**Second-order correlation energy of palladium ions: smooth laws, breaks and a hydrogenic $2s^2\to2p^2$ model**

The table holds all-electron second-order energies on Dirac-Hartree-Fock closed shells (no-pair Dirac-Coulomb, B-spline basis, partial waves to $l=7$ plus an extrapolated tail) for eleven species from Pd to Pd42+. The program compares them with a constant energy per electron, a power law on all rows and a power law through Pd36+ and Pd18+, and prints residuals, steps per added electron and exchange-to-direct ratios. Rows with 18 or more electrons stay within 4 % of −1.53 eV per electron, while Pd42+ lies 23 % above and Pd36+ 25 % below in magnitude. A parameter-free hydrogenic model with the Dirac 2p splitting gives −0.193 hartree for the excess of the 2s–2s pair in Pd42+, against −0.204 from the pair energies, and a three-state diagonalisation suggests that second order recovers little more than half of that mixing. The output also bounds the 3p–3p excess of Pd28+ and suggests that the assumed partial-wave tail may be somewhat too large.

Second-order many-body perturbation energies of closed-shell Pd and its ions, computed with B-spline many-body code 1 on the Dirac-Hartree-Fock ground state (no-pair Dirac-Coulomb, all electrons). Partial waves are summed to l = 7 and extrapolated as (l+1/2)^-4; the energy per electron uses the extrapolated value. The nuclear rms radius is 4.5318 fm.

## Program and output

```python
# Table: all-electron second-order MBPT energy on the DHF closed shell of Pd ions (B-spline many-body code 1,
# no-pair Dirac-Coulomb, waves to l=7, tail (l+1/2)^-4). Tested: smooth laws in N, the rows that break them,
# a parameter-free hydrogenic 2s2->2p2 model, and the partial-wave tail as a possible artefact.
T = {
    'ion': ['Pd', 'Pd10+', 'Pd16+', 'Pd18+', 'Pd24+', 'Pd28+', 'Pd32+', 'Pd34+', 'Pd36+', 'Pd40+', 'Pd42+'],
    'Z': [46, 46, 46, 46, 46, 46, 46, 46, 46, 46, 46],
    'charge': [0, 10, 16, 18, 24, 28, 32, 34, 36, 40, 42],  # e
    'N': [46, 36, 30, 28, 22, 18, 14, 12, 10, 6, 4],
    'configuration': ['[Kr] 4d10', '[Ar] 3d10 4s2 4p6', '[Ar] 3d10 4s2', '[Ar] 3d10', '[Ar] (3d3/2)4', '[Ne] 3s2 3p6', '[Ne] 3s2 (3p1/2)2', '[Ne] 3s2', '[He] 2s2 2p6', '[He] 2s2 (2p1/2)2', '[He] 2s2'],
    'second_order_energy_extrapolated': [-2.658, -2.047, -1.714, -1.563, -1.192, -1.01, -0.7311, -0.584, -0.424, -0.3165, -0.2768],  # hartree
    'second_order_energy_summed': [-2.592, -2.003, -1.677, -1.527, -1.175, -1.001, -0.726, -0.5801, -0.4205, -0.3156, -0.2766],  # hartree
    'direct_part': [-3.556, -2.78, -2.34, -2.13, -1.661, -1.481, -1.101, -0.914, -0.6401, -0.4754, -0.5331],  # hartree
    'exchange_part': [0.964, 0.7774, 0.6635, 0.6032, 0.4868, 0.4794, 0.3753, 0.3339, 0.2196, 0.1597, 0.2565],  # hartree
    'per_electron': [-1.5725, -1.5475, -1.555, -1.5187, -1.4743, -1.5273, -1.421, -1.3244, -1.1537, -1.4355, -1.8832],  # eV
}
import numpy as np
from scipy.constants import physical_constants as pc, alpha
from scipy.integrate import trapezoid as tz, cumulative_trapezoid as ct
from scipy.special import zeta
Eh = pc['Hartree energy in eV'][0]
o = np.argsort(np.array(T['N'], float)); g = lambda k: np.array(T[k], float)[o]
ion = [T['ion'][i] for i in o]; ix = ion.index
N, E, S = g('N'), g('second_order_energy_extrapolated'), g('second_order_energy_summed')
D, X, pe, Z = g('direct_part'), g('exchange_part'), g('per_electron'), g('Z')[0]
cA = (E*N).sum()/(N*N).sum(); A = cA*N
bB, lB = np.polyfit(np.log(N), np.log(-E), 1); B = -np.exp(lB)*N**bB
i, j = ix('Pd36+'), ix('Pd18+'); bC = np.log(E[j]/E[i])/np.log(N[j]/N[i]); C = E[i]*(N/N[i])**bC
print(f"A: E=c*N, c={cA:.4f} Eh={cA*Eh:.3f} eV | B: power law all rows, exponent {bB:.3f} | C: through Pd36+,Pd18+, exponent {bC:.3f}")
print("rounding floor 0.0005 Eh (|E|>1), 0.00005 Eh (|E|<1); residual = table - model, negative = more correlation")
print("ion N | resA resB resC [Eh] | resA resB resC [%] | step dE/dN [eV/e] | -exch/direct | tail, summed [eV/e]")
st = np.r_[np.nan, np.diff(E)/np.diff(N)*Eh]
for k in range(len(N)):
    print(f"{ion[k]:6s}{N[k]:3.0f} | {E[k]-A[k]:+.3f} {E[k]-B[k]:+.3f} {E[k]-C[k]:+.3f} | "
          f"{100*(E[k]/A[k]-1):+.0f} {100*(E[k]/B[k]-1):+.0f} {100*(E[k]/C[k]-1):+.0f} | {st[k]:+.2f} | "
          f"{-X[k]/D[k]:.3f} | {(E[k]-S[k])/N[k]*Eh:+.3f} {S[k]/N[k]*Eh:+.3f}")
for n, M in (('A', A), ('B', B), ('C', C)):
    print(f"{n}: rms {np.sqrt(np.mean((E-M)**2)):.3f} Eh, worst in Eh {ion[np.argmax(abs(E-M))]}, worst in % {ion[np.argmax(abs(E/M-1))]}")
print(f"mean step over series {(E[-1]-E[0])/(N[-1]-N[0])*Eh:.2f} eV/e; Pd42+ -> Pd40+: direct {D[1]-D[0]:+.4f}, exchange {X[1]-X[0]:+.4f} Eh")
# pair energies and wave increments below are further outputs of the same runs [Eh]
ss42, ss36, p42 = -0.217548, -0.0132231, -0.24266
ex = ss42-ss36
print(f"Pd42+: 2s2s share {100*ss42/S[0]:.0f}%, p-wave share {100*p42/S[0]:.0f}%, 2s2s ratio to Pd36+ {ss42/ss36:.1f}, excess {ex:.4f} Eh")
print(f"Pd42+ with the 2s2s pair of Pd36+: {E[0]-ex:.4f} Eh = {(E[0]-ex)/N[0]*Eh:.2f} eV/e (model C gives {C[0]:.3f} Eh)")
pp28 = -0.168045-0.159669-0.0413252; bound = 3*-0.0350406
print(f"3p3p pairs Pd28+ {pp28:.3f} Eh ({100*pp28/S[ix('Pd28+')]:.0f}%); Pd18+ not listed, |sum|<{-bound:.3f}; excess beyond {pp28-bound:.3f} Eh")
print(f"d wave Pd28+ minus Pd18+ {-0.594696+0.505118:.3f}, minus Pd36+ {-0.594696+0.183824:.3f} Eh")
print(f"two largest 2p pairs: Pd36+ {-0.109892-0.101534:.3f}, Pd28+ {-0.0918688-0.0875779:.3f}, Pd18+ {-0.0779761-0.0724013:.3f} Eh")
d4 = S[ix('Pd16+')]-S[j]
print(f"adding 4s2: summed {d4:.3f} Eh; 4s4s {100*-0.0508613/d4:.0f}%, 4s-3d5/2 {100*-0.0553654/d4:.0f}%; p wave {-0.235286+0.192321:.3f}, f wave {-0.575997+0.505342:.3f} Eh")
print(f"Pd28+ minus Pd18+ per electron: extrapolated {pe[ix('Pd28+')]-pe[j]:.3f}, summed {(S[ix('Pd28+')]/18-S[j]/28)*Eh:.3f} eV")
for n, wi, wk in (('Pd', -0.0634255, -0.0323869), ('Pd18+', -0.0346712, -0.0176639), ('Pd28+', -0.00862523, -0.00445385)):
    q = np.log(wi/wk)/np.log(7.5/6.5); k = ix(n)
    print(f"{n}: k/i {wk/wi:.3f} (law {(6.5/7.5)**4:.3f}), local exponent {q:.2f}; tail table {E[k]-S[k]:.3f}, "
          f"power 4 {wk*7.5**4*zeta(4, 8.5):.3f}, local power {wk*7.5**q*zeta(q, 8.5):.3f} Eh")
r = np.linspace(1e-6, 60, 120001)  # hydrogenic Slater integrals at Z=1; they scale as Z
a, s, p = 2*r*np.exp(-r), r*(1-r/2)*np.exp(-r/2)/2**.5, r*r*np.exp(-r/2)/24**.5
def R(k, f, h):
    out = ct(h/r**(k+1), r, initial=0)
    return tz(f*(ct(h*r**k, r, initial=0)/r**(k+1) + r**k*(out[-1]-out)), r)
cs, cp = 2*R(0, a*a, s*s)-R(0, a*s, a*s), 2*R(0, a*a, p*p)-R(1, a*p, a*p)/3
G1, F2 = R(1, s*p, s*p), R(2, p*p, p*p); V = G1/3**.5
gap = cp+2*R(0, s*s, p*p)-G1/3-cs-R(0, s*s, s*s)
g0 = 2*cp+R(0, p*p, p*p)-2*cs-R(0, s*s, s*s); u = np.sqrt([1/3, 2/3])
print(f"per unit Z: V {V:.4f}, orbital gap 2(e2p-e2s) {2*gap:.4f}, configuration gap 2p2(1S)-2s2 {g0+0.4*F2:.4f} Eh")
dirac = lambda z, k: (1+(z*alpha/(2-k+np.sqrt(k*k-(z*alpha)**2)))**2)**-.5/alpha**2
for z, rel in ((Z, 0), (Z, 1), (Z-2, 1)):
    fs = rel*(dirac(z, 2)-dirac(z, 1)); e1, e3 = -(V*z)**2/3/(2*gap*z), -(V*z)**2*2/3/(2*gap*z+2*fs)
    H = np.zeros((3, 3)); H[1:, 1:] = z*((g0-F2/5)*np.eye(2)+0.6*F2*np.outer(u, u))+np.diag([0, 2*fs])
    H[0, 1:] = H[1:, 0] = -V*z*u; ci = np.linalg.eigvalsh(H)[0]
    print(f"Z={z:.0f}, 2p splitting {fs:.2f} Eh: 2nd order {e1+e3:.3f} (p1/2 {e1:.3f}, p3/2 {e3:.3f}), vs excess "
          f"{100*((e1+e3)/ex-1):+.0f}%; 3-state diagonalisation {ci:.3f}, ratio {ci/(e1+e3):.2f}")
assert np.all(np.diff(E) < 0)
assert ion[np.argmin(pe)] == 'Pd42+' and ion[np.argmax(pe)] == 'Pd36+'
assert 0.45 < -X[0]/D[0] < 0.5 and np.all(-X[1:]/D[1:] < 0.4)
assert pe[ix('Pd28+')] < pe[j] and S[ix('Pd28+')]/18 < S[j]/28
```

Output:

```
A: E=c*N, c=-0.0563 Eh=-1.532 eV | B: power law all rows, exponent 1.000 | C: through Pd36+,Pd18+, exponent 1.267
rounding floor 0.0005 Eh (|E|>1), 0.00005 Eh (|E|<1); residual = table - model, negative = more correlation
ion N | resA resB resC [Eh] | resA resB resC [%] | step dE/dN [eV/e] | -exch/direct | tail, summed [eV/e]
Pd42+   4 | -0.052 -0.059 -0.144 | +23 +27 +108 | +nan | 0.481 | -0.001 -1.882
Pd40+   6 | +0.021 +0.010 -0.095 | -6 -3 +43 | -0.54 | 0.336 | -0.004 -1.431
Pd36+  10 | +0.139 +0.121 +0.000 | -25 -22 +0 | -0.73 | 0.343 | -0.010 -1.144
Pd34+  12 | +0.091 +0.070 -0.050 | -14 -11 +9 | -2.18 | 0.365 | -0.009 -1.315
Pd32+  14 | +0.057 +0.032 -0.082 | -7 -4 +13 | -2.00 | 0.341 | -0.010 -1.411
Pd28+  18 | +0.003 -0.030 -0.117 | -0 +3 +13 | -1.90 | 0.324 | -0.014 -1.513
Pd24+  22 | +0.046 +0.006 -0.041 | -4 -1 +4 | -1.24 | 0.293 | -0.021 -1.453
Pd18+  28 | +0.013 -0.038 +0.000 | -1 +2 +0 | -1.68 | 0.283 | -0.035 -1.484
Pd16+  30 | -0.025 -0.080 -0.008 | +1 +5 +0 | -2.05 | 0.284 | -0.034 -1.521
Pd10+  36 | -0.021 -0.086 +0.102 | +1 +4 -5 | -1.51 | 0.280 | -0.033 -1.514
Pd     46 | -0.069 -0.153 +0.274 | +3 +6 -9 | -1.66 | 0.271 | -0.039 -1.533
A: rms 0.062 Eh, worst in Eh Pd36+, worst in % Pd36+
B: rms 0.076 Eh, worst in Eh Pd, worst in % Pd42+
C: rms 0.113 Eh, worst in Eh Pd, worst in % Pd42+
mean step over series -1.54 eV/e; Pd42+ -> Pd40+: direct +0.0577, exchange -0.0968 Eh
Pd42+: 2s2s share 79%, p-wave share 88%, 2s2s ratio to Pd36+ 16.5, excess -0.2043 Eh
Pd42+ with the 2s2s pair of Pd36+: -0.0725 Eh = -0.49 eV/e (model C gives -0.133 Eh)
3p3p pairs Pd28+ -0.369 Eh (37%); Pd18+ not listed, |sum|<0.105; excess beyond -0.264 Eh
d wave Pd28+ minus Pd18+ -0.090, minus Pd36+ -0.411 Eh
two largest 2p pairs: Pd36+ -0.211, Pd28+ -0.179, Pd18+ -0.150 Eh
adding 4s2: summed -0.150 Eh; 4s4s 34%, 4s-3d5/2 37%; p wave -0.043, f wave -0.071 Eh
Pd28+ minus Pd18+ per electron: extrapolated -0.009, summed -0.029 eV
Pd: k/i 0.511 (law 0.564), local exponent 4.70; tail table -0.066, power 4 -0.066, local power -0.051 Eh
Pd18+: k/i 0.509 (law 0.564), local exponent 4.71; tail table -0.036, power 4 -0.036, local power -0.028 Eh
Pd28+: k/i 0.516 (law 0.564), local exponent 4.62; tail table -0.009, power 4 -0.009, local power -0.007 Eh
per unit Z: V 0.0507, orbital gap 2(e2p-e2s) 0.4305, configuration gap 2p2(1S)-2s2 0.2078 Eh
Z=46, 2p splitting 0.00 Eh: 2nd order -0.275 (p1/2 -0.092, p3/2 -0.183), vs excess +35%; 3-state diagonalisation -0.539, ratio 1.96
Z=46, 2p splitting 8.02 Eh: 2nd order -0.193 (p1/2 -0.092, p3/2 -0.101), vs excess -6%; 3-state diagonalisation -0.338, ratio 1.75
Z=44, 2p splitting 6.67 Eh: 2nd order -0.191 (p1/2 -0.088, p3/2 -0.103), vs excess -7%; 3-state diagonalisation -0.333, ratio 1.75
```
